**Question: Variational exciton in an anisotropic monolayer. Where does the elliptic integral come from, and what is the optimal shape?**

For a 2D exciton with reduced masses $\mu_x\neq\mu_y$ people use the trial function $\exp[-\sqrt{x^2/a^2+y^2/b^2}]$. How does one get the energy? I expected $a/b=\sqrt{\mu_y/\mu_x}$, because that scaling makes the kinetic energy isotropic. Is that right? I want to apply this to monolayer TiS$_3$.

---

**Answer**

The optimal $a/b$ lies strictly between 1 and $\sqrt{\mu_y/\mu_x}$, and $(\mu_y/\mu_x)^{2/5}$ is a good formula for it.

## Premises

1. Electron and hole move in a plane, in parabolic bands whose mass tensors share the principal axes $x,y$. The centre of mass then separates axis by axis, with $1/\mu_i=1/m_{e,i}+1/m_{h,i}$.
2. The attraction is $-e^2/\kappa r$ with a constant $\kappa$ (Gaussian units; in SI replace $e^2$ by $e^2/4\pi\varepsilon_0$).
3. Electron–hole exchange and band mixing are dropped.

$$H=-\frac{\hbar^2}{2\mu_x}\partial_x^2-\frac{\hbar^2}{2\mu_y}\partial_y^2-\frac{e^2}{\kappa\sqrt{x^2+y^2}} .$$

Energies are counted from the gap. The axes are labelled so that $\mu_y\ge\mu_x$.

## Expectation values

Set $x=a\rho\cos\theta$, $y=b\rho\sin\theta$, so that $dx\,dy=ab\,\rho\,d\rho\,d\theta$ and $\psi=Ne^{-\rho}$.

**Norm.** Since $\int_0^\infty\rho e^{-2\rho}d\rho=1/4$, one has $N^2\,ab\,2\pi/4=1$ and $N^2=2/(\pi ab)$.

**Kinetic energy.** $\psi$ is continuous, has a bounded gradient and decays, so integration by parts gives $\langle-\partial_x^2\rangle=\int(\partial_x\psi)^2dx\,dy$. From $\partial_x\rho=x/(a^2\rho)=\cos\theta/a$ follows $(\partial_x\psi)^2=\psi^2\cos^2\theta/a^2$. The density does not depend on $\theta$, so $\cos^2\theta$ averages to $1/2$. The same holds along $y$:

$$T=T_x+T_y=\frac{\hbar^2}{4\mu_xa^2}+\frac{\hbar^2}{4\mu_yb^2}.$$

**Potential energy.** Here $r=\rho\sqrt{a^2\cos^2\theta+b^2\sin^2\theta}$. The $1/\rho$ cancels the Jacobian and leaves $\int_0^\infty e^{-2\rho}d\rho=1/2$. The four quadrants contribute equally:

$$\Big\langle\frac1r\Big\rangle=\frac{2}{\pi}\cdot\frac12\cdot4\int_0^{\pi/2}\frac{d\theta}{\sqrt{a^2\cos^2\theta+b^2\sin^2\theta}}=\frac{4}{\pi a}K(m),\qquad m=1-\frac{b^2}{a^2},$$

because $a^2\cos^2\theta+b^2\sin^2\theta=a^2(1-m\sin^2\theta)$. The convention is $K(m)=\int_0^{\pi/2}(1-m\sin^2\theta)^{-1/2}d\theta$, with the parameter $m=k^2$ as argument. For $b>a$ the formula holds with negative $m$. Therefore

$$\boxed{E(a,b)=\frac{\hbar^2}{4\mu_xa^2}+\frac{\hbar^2}{4\mu_yb^2}-\frac{4e^2}{\pi\kappa a}\,K\!\left(1-\frac{b^2}{a^2}\right)}$$

and by the variational principle its minimum is an upper bound on the ground-state energy of $H$.

## Size and shape

Define $\bar\mu=\sqrt{\mu_x\mu_y}$, $\eta=\tfrac12\ln(\mu_y/\mu_x)$, $\lambda=\sqrt{ab}$, $t=\ln(a/b)$, and the excitonic units $\overline{\rm Ry}=\bar\mu e^4/2\hbar^2\kappa^2$, $\bar a_B=\kappa\hbar^2/\bar\mu e^2$. Then $\mu_xa^2=\bar\mu\lambda^2e^{t-\eta}$, $\mu_yb^2=\bar\mu\lambda^2e^{\eta-t}$ and $a=\lambda e^{t/2}$. With $\hbar^2/2\bar\mu=\overline{\rm Ry}\,\bar a_B^2$ and $e^2/\kappa=2\overline{\rm Ry}\,\bar a_B$,

$$\frac{E}{\overline{\rm Ry}}=\frac{\bar a_B^2}{\lambda^2}\cosh(\eta-t)-4g(t)\frac{\bar a_B}{\lambda},\qquad g(t)=\frac2\pi e^{-t/2}K(1-e^{-2t}).$$

This is a quadratic in $1/\lambda$, with minimum

$$\lambda=\frac{\bar a_B\cosh(\eta-t)}{2g(t)},\qquad E=-4\,\overline{\rm Ry}\,\frac{g(t)^2}{\cosh(\eta-t)} .$$

The factor $g^2/\cosh(\eta-t)$ is positive and vanishes as $t\to\pm\infty$, so it has a maximum at finite $t$. Setting its logarithmic derivative to zero gives

$$\tanh(\eta-t)=-\frac{2g'(t)}{g(t)} .$$

**The sign of $g'$.** The integral $I(a,b)=\int_0^{\pi/2}d\theta/\sqrt{a^2\cos^2\theta+b^2\sin^2\theta}$ is unchanged under Gauss's step $(a,b)\to((a+b)/2,\sqrt{ab})$, the identity behind the arithmetic–geometric mean. Since $g=\frac2\pi I(e^{t/2},e^{-t/2})$, one step gives

$$g(t)=\frac2\pi\int_0^{\pi/2}\frac{d\theta}{\sqrt{\cosh^2(t/2)\cos^2\theta+\sin^2\theta}} .$$

So $g$ is even, $g(0)=1$, and $g$ strictly decreases for $t>0$. At fixed area, any stretching weakens the attraction.

**Equal masses.** For $\eta=0$ both $g^2$ and $1/\cosh t$ peak at $t=0$. Hence $a=b=\bar a_B/2$ and $E=-4\overline{\rm Ry}$. This is exact: in units $\bar a_B$, $\overline{\rm Ry}$, one has $(-\nabla^2-2/r)e^{-2r}=-4e^{-2r}$, and a nodeless eigenfunction is the ground state.

**Unequal masses.** Take $\eta>0$. For $t\le0$ the left side of the shape condition is positive and the right side is not. For $t\ge\eta$ the left side is non-positive and the right side is positive. Every stationary point therefore has $0<t<\eta$:

$$1<\frac ab<\sqrt{\frac{\mu_y}{\mu_x}} .$$

The exciton is longer along the light-mass axis. Your guess $t=\eta$ minimises the kinetic energy at fixed area, while the potential energy prefers $t=0$, and the optimum is a compromise.

**Closed form.** Let $s=b/a=e^{-t}$, so $m=1-s^2$ and $dm/dt=2s^2$. With $\mathcal E(m)$ the complete elliptic integral of the second kind, $dK/dm=[\mathcal E-(1-m)K]/[2m(1-m)]$, which gives $-2g'/g=1-2(\mathcal E-s^2K)/(mK)$. Insert this in $e^{2z}=(1+\tanh z)/(1-\tanh z)$ with $z=\eta-t$. The numerator is proportional to $mK-\mathcal E+s^2K=K-\mathcal E$ and the denominator to $\mathcal E-s^2K$, so

$$\frac{\mu_y}{\mu_x}=\frac{a^2}{b^2}\,\frac{K(m)-\mathcal E(m)}{\mathcal E(m)-s^2K(m)} .$$

Choose $a/b$ and read off the mass ratio:

| $a/b$ | $\mu_y/\mu_x$ | $\sqrt{\mu_y/\mu_x}$ | $(\mu_y/\mu_x)^{2/5}$ | $-E/4\overline{\rm Ry}$ |
|---|---|---|---|---|
| 2 | 5.63 | 2.37 | 2.00 | 0.929 |
| 4 | 30.8 | 5.55 | 3.94 | 0.754 |
| 10 | 274 | 16.5 | 9.44 | 0.490 |

**Weak anisotropy.** In the last form of $g$ the radicand is $1+\sinh^2(t/2)\cos^2\theta$. Expanding it gives $g\approx1-t^2/16$. The shape condition becomes $\eta-t=t/4$, so $t=4\eta/5$, and $\ln(-E/4\overline{\rm Ry})\approx-t^2/8-(\eta-t)^2/2=-\eta^2/10$:

$$\frac ab\approx\left(\frac{\mu_y}{\mu_x}\right)^{2/5},\qquad E\approx-4\overline{\rm Ry}\left(1-\frac{\eta^2}{10}\right).$$

**Strong anisotropy.** For $s\to0$, $K\to L=\ln(4a/b)$ and $\mathcal E\to1$, so $e^{2(\eta-t)}=L-1$ and $a/b\approx\sqrt{\mu_y/\mu_x}/\sqrt{L-1}$. Use $g^2\to(4/\pi^2)e^{-t}L^2$, $\overline{\rm Ry}=e^{\eta}{\rm Ry}_x$ with ${\rm Ry}_x=\mu_xe^4/2\hbar^2\kappa^2$, and $e^{z}/\cosh z=2(L-1)/L$. The result is $E\approx-(32/\pi^2)\,{\rm Ry}_x\,L(L-1)$.

## How good is the trial function?

**Weak anisotropy, exact to order $\eta^2$.** Rescale $x\to e^{\eta/2}x$, $y\to e^{-\eta/2}y$. In excitonic units the kinetic energy becomes $-\nabla^2$ and

$$V=-\frac2r(\cosh\eta+\sinh\eta\cos2\theta)^{-1/2}=-\frac2r+\frac{\eta\cos2\theta}{r}-\frac{2\eta^2}{r}\left(\frac38\cos^22\theta-\frac14\right)+\dots$$

The unperturbed state is $\psi_0=\sqrt{8/\pi}\,e^{-2r}$, with $\langle2/r\rangle=8$. The bracket averages to $-1/16$, so the last term contributes $+\eta^2/2$. The $\cos2\theta$ term enters at second order. Writing $\psi_1=f(r)\cos2\theta\,\psi_0$, the first-order equation and the energy are

$$r\left(f''+\frac{f'}{r}-4f'-\frac{4f}{r^2}\right)=\eta,\qquad E_2=8\eta\int_0^\infty fe^{-4r}dr .$$

The operator on the left is symmetric with weight $e^{-4r}$. Its eigenfunctions $f_n=u^2L_n^{(4)}(u)$, with $u=4r$ and $L_n^{(4)}$ the associated Laguerre polynomials, form a complete set with eigenvalues $-4(n+2)$, overlaps $\int f_ne^{-4r}dr=(n+1)/2$ and norms $\int f_n^2e^{-4r}dr=(n+4)!/(4\,n!)$. Expanding the constant $\eta$ in them and summing by partial fractions,

$$E_2=-2\eta^2\sum_{n=0}^\infty\frac{n+1}{(n+2)^2(n+3)(n+4)}=-\left(\frac74-\frac{\pi^2}{6}\right)\eta^2 .$$

The exact expansion is $E/\overline{\rm Ry}=-4+(\pi^2/6-5/4)\eta^2=-4+0.3949\,\eta^2$, against the variational $-4+\tfrac25\eta^2$. The error is $0.0051\,\eta^2\,\overline{\rm Ry}$, or $0.0013\,\eta^2$ of the binding energy.

**Extreme anisotropy.** When the motion along $y$ is confined to a width $b\ll a$, the motion along $x$ sees roughly $-e^2/\kappa\sqrt{x^2+b^2}$. To leading logarithmic order this acts as a delta well of strength $G=2Le^2/\kappa$, which binds with $-\mu_xG^2/2\hbar^2=-4{\rm Ry}_xL^2$. The trial function recovers the fraction $8/\pi^2=0.81$ of this leading term. The limit is approached only logarithmically.

## Range of validity

For moderate mass ratios the weak point is premise 2. A monolayer polarises, and the usual Rytova–Keldysh interaction is $V(q)=-2\pi e^2/[q(\kappa+r_0q)]$, with $\kappa$ the dielectric constant of the surroundings and $r_0$ the screening length of the layer.

To first order in $r_0$ it adds $+2\pi e^2r_0/\kappa^2$ in $q$ space, a contact repulsion. Its expectation value is $(2\pi e^2r_0/\kappa^2)N^2=4e^2r_0/\kappa^2\lambda^2$. Dividing by the isotropic binding energy $e^2/\kappa\lambda$ at $\lambda=\bar a_B/2$ gives $8r_0/\kappa\bar a_B$. The Coulomb form requires this to be small.

In the opposite limit $\lambda\ll r_0/\kappa$, the interaction is $V=(e^2/r_0)\ln r+\text{const}$. The angular average of $\ln\sqrt{a^2\cos^2\theta+b^2\sin^2\theta}$ is $\ln[(a+b)/2]=\ln\lambda+\ln\cosh(t/2)$. Stationarity in $\lambda$ gives $(\hbar^2/\bar\mu\lambda^2)\cosh(\eta-t)=e^2/r_0$, and stationarity in $t$ gives $(\hbar^2/\bar\mu\lambda^2)\sinh(\eta-t)=(e^2/r_0)\tanh(t/2)$. Their ratio is $\tanh(\eta-t)=\tanh(t/2)$, so $a/b=(\mu_y/\mu_x)^{1/3}$ at any mass ratio.

If the polarisability is anisotropic, the large-$q$ form is $V(q)=-2\pi e^2/(r_xq_x^2+r_yq_y^2)$. The substitution $x=\sqrt{r_x}\,x'$, $y=\sqrt{r_y}\,y'$ makes it isotropic and turns the masses into $\mu_xr_x$, $\mu_yr_y$. Transforming back, $a/b=(\mu_yr_y/\mu_xr_x)^{1/3}(r_x/r_y)^{1/2}=(\mu_y/\mu_x)^{1/3}(r_x/r_y)^{1/6}$.

Finally, the effective-mass premise needs $a$ and $b$ to span several lattice constants.

## Numbers for monolayer TiS$_3$

The monolayer has a rectangular cell and a direct gap at $\Gamma$. Take $x$ across the chains and $y$ along them. The mirror plane normal to the chains makes these the principal axes. Approximate band masses from density-functional calculations, used as inputs and given in units of the free-electron mass, are $m_{e,x}\approx1.5$, $m_{e,y}\approx0.4$, $m_{h,x}\approx0.3$, $m_{h,y}\approx1.0$. The electron is light along the chains and the hole across them, so the anisotropy nearly cancels:

$$\mu_x=0.250,\quad\mu_y=0.286,\quad\mu_y/\mu_x=8/7,\quad\bar\mu=0.267,\quad\eta=0.0668 .$$

The shape does not depend on $\kappa$. The condition gives $t=0.0534$ and $a/b=1.055$, against $\sqrt{\mu_y/\mu_x}=1.069$.

The energy does depend on $\kappa$. A free-standing layer with $\kappa=1$ would have a binding energy of 14.5 eV, which shows that premise 2 fails there. I take an effective $\kappa=5$, chosen so that the model binds with about 0.6 eV, the size typical of many-body calculations for the free-standing layer. The energy is thus an adjusted quantity and tests nothing. Then $\overline{\rm Ry}=145.5$ meV, $\bar a_B=0.990$ nm, and the model gives

$$E=-0.58\ \text{eV},\qquad\lambda=0.495\ \text{nm},\qquad a=0.51\ \text{nm},\qquad b=0.48\ \text{nm}.$$

At fixed $\bar\mu$ the anisotropy raises $E$ by $\tfrac25\eta^2\,\overline{\rm Ry}=0.26$ meV, and the variational error for this $H$ is 0.003 meV. Both are negligible beside the neglected physics.

- **Nonlocal screening.** Assume $r_0\approx4$ nm, an order typical of transition-metal chalcogenide monolayers. With $\bar a_B=\kappa\times0.198$ nm, the condition $8r_0/\kappa\bar a_B\ll1$ needs surroundings with $\kappa\gg13$. A free-standing layer is closer to the logarithmic limit, where $a/b=1.046$ and $\lambda\approx\sqrt{0.198\times4}\ \text{nm}=0.89$ nm, which is 1.8 times the Coulomb model's value.
- **Anisotropic screening.** In that limit $r_y/r_x=(\mu_y/\mu_x)^2=1.31$ would cancel the elongation entirely.
- **Masses.** Changing $m_{h,x}$ from 0.3 to 0.33 lowers the Coulomb model's $a/b$ to 1.022.
- **Lattice.** The lattice constants are approximately 0.50 nm and 0.34 nm, so a radius of 0.5 nm strains the effective-mass premise.

The model's exciton is round to within a few per cent, and with these inputs even the axis of elongation is uncertain. Its radius of 0.5 nm is too small for a free-standing layer by a factor near two, as judged from the logarithmic estimate with the assumed $r_0$.